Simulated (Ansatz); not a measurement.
## A series in volume per atom on SnSe

Results calculated with Ansatz 0.2.0, not measured. Periodic Kohn-Sham DFT of a crystal at fixed atoms; pressure and stress are positive in compression; the energy is the free energy less that of spherical unpolarised free atoms; site moments are those in the method's own spheres, positive along +z.

Cell of the first row (space group Fm-3m, No. 225):
```
CELL_PARAMETERS angstrom
0.00000 2.94950 2.94950
2.94950 0.00000 2.94950
2.94950 2.94950 0.00000
ATOMIC_POSITIONS crystal
Sn 0.00000 0.00000 0.00000
Se 0.50000 0.50000 0.50000
```

Settings of every row: method frozen-core PAW; functional PBEsol; relativity scalar; k mesh 11x11x11; filling fermi-dirac; smearing width 0.05 eV; wave cutoff 420 eV; paw set soft_2.

Atom start moment: 0 on all atoms.

Limits: PAW files made with PBE; the cell comes from a prototype or a list of computed structures and needn't be the stable phase.

Limits of some rows: small gap, it may come from the mesh (row 1).

```csv
row,volume per atom (Å³),pressure (GPa)
1,25.659,1.534
2,26.737,-0.813
3,27.283,?
4,27.828,-2.726
5,28.92,-4.262
```

Question: what pressure should row 3 give?

Worked fit of pressure. Take u = (V_r/V)^(2/3) − 1 with V_r = 27.282 Å³ an atom, which is twice the finite (Eulerian) strain; such expansions in the strain, on which the Birch-Murnaghan equation of state is built, carry the rest volume and the bulk modulus. The shown rows have u = 0.04174, 0.01354, -0.01312, -0.03813. Least squares give pressure = −1.8211 + 71.812 × u + 204.93 × u² GPa; a straight line predicts inner rows, each left out in turn, worse (root mean square 0.21 against 0.0042 GPa). The rows lie off it by 0.001, -0.002, 0.002, -0.001. The pressure vanishes at u = 0.0237, or V = 26.34 Å³ an atom, and there the bulk modulus at fixed shape and fractions is B = −V dP/dV = (2/3)(1 + u) dP/du = 55.7 GPa. The withheld row has u = -2e-05, so the fit gives −1.8211 + 71.812 × (-2e-05) + 204.93 × (-2e-05)² = -1.823 GPa.

The calculation gave -1.822 GPa. The fit lies 0.001 GPa (0.017 % of the column's range) below it, one unit of the last digit.
